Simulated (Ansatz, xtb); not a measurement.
## Ligand exchange: SiH3Cl + CH2I2 → SiH3I + CH2ClI

Species: SiH3Cl (chlorosilane) `[SiH3]Cl`, singlet; CH2I2 (diiodomethane) `ICI`, singlet; SiH3I `[SiH3]I`, singlet; CH2ClI (chloroiodomethane) `ClCI`, singlet. The partners trade Cl for I: Si–Cl and C–I bonds give way to Si–I and C–Cl.

Shapes, held fixed at every level: PBE0-D4/def2-TZVP. Programs: Ansatz 0.2.0, xtb 6.7.1. The zero-point and thermal change to 298 K, harmonic and unscaled (PBE0-D4/def2-TZVP), is +0.6 kJ/mol.

(1) Estimate ΔH(298 K) of this reaction.

Results:

(1) The highest level, CCSD(T)/def2-TZVPP, gives ΔH(298 K) = +32.5 kJ/mol; the levels span -8.2 to +32.5. They disagree on the sign: 8 of 9 are positive. The column of differences is taken from that level and isn't an error. No measured value is set beside it here. For atoms past krypton def2 sets carry core potentials with scalar relativity. Outer-core shells of I are correlated in most correlated rows, in sets that cover them unevenly.

| level | kind | ΔH(298 K) (kJ/mol) | less CCSD(T)/def2-TZVPP |
| --- | --- | --- | --- |
| GFN2-xTB | semi-empirical | -8.2 | -40.7 |
| HF/def2-SVP | Hartree–Fock | +24.2 | -8.3 |
| HF/def2-TZVPP | Hartree–Fock | +26.3 | -6.2 |
| BHLYP-D4/def2-TZVPP | global hybrid | +29.0 | -3.5 |
| r2SCAN0-D4/def2-TZVPP | global hybrid | +23.9 | -8.6 |
| B2PLYP/def2-TZVPP | double hybrid | +30.5 | -2.0 |
| MP2/def2-SVP | perturbation theory | +27.4 | -5.1 |
| CCSD(T)/def2-SVP | coupled cluster or CI | +24.7 | -7.8 |
| CCSD(T)/def2-TZVPP | coupled cluster or CI | +32.5 | 0.0 |

The exchange is endothermic at every level except GFN2-xTB: chlorine prefers silicon and iodine is better left on carbon. Replacing chlorine by iodine weakens both kinds of bond, but it costs more at silicon. Silicon is more electropositive than carbon, so the Si–Cl bond gains more from charge separation, probably helped by donation from chlorine lone pairs into Si–H antibonding orbitals. Both effects fade with the larger, less electronegative iodine.

Hartree–Fock already recovers most of the coupled-cluster value, which suggests that the preference is mainly one of polarity and orbital overlap rather than correlation. The correlation contribution is nearly absent in def2-SVP and appears only in the larger set, so the sign is better supported than the exact magnitude. The negative GFN2-xTB result contradicts the known halogen preferences of silicon and carbon, and probably reflects an imbalance in its parametrised bond energies. With equal numbers of molecules on both sides, entropy should change little, so equilibrium in the gas phase probably favours the reactants.
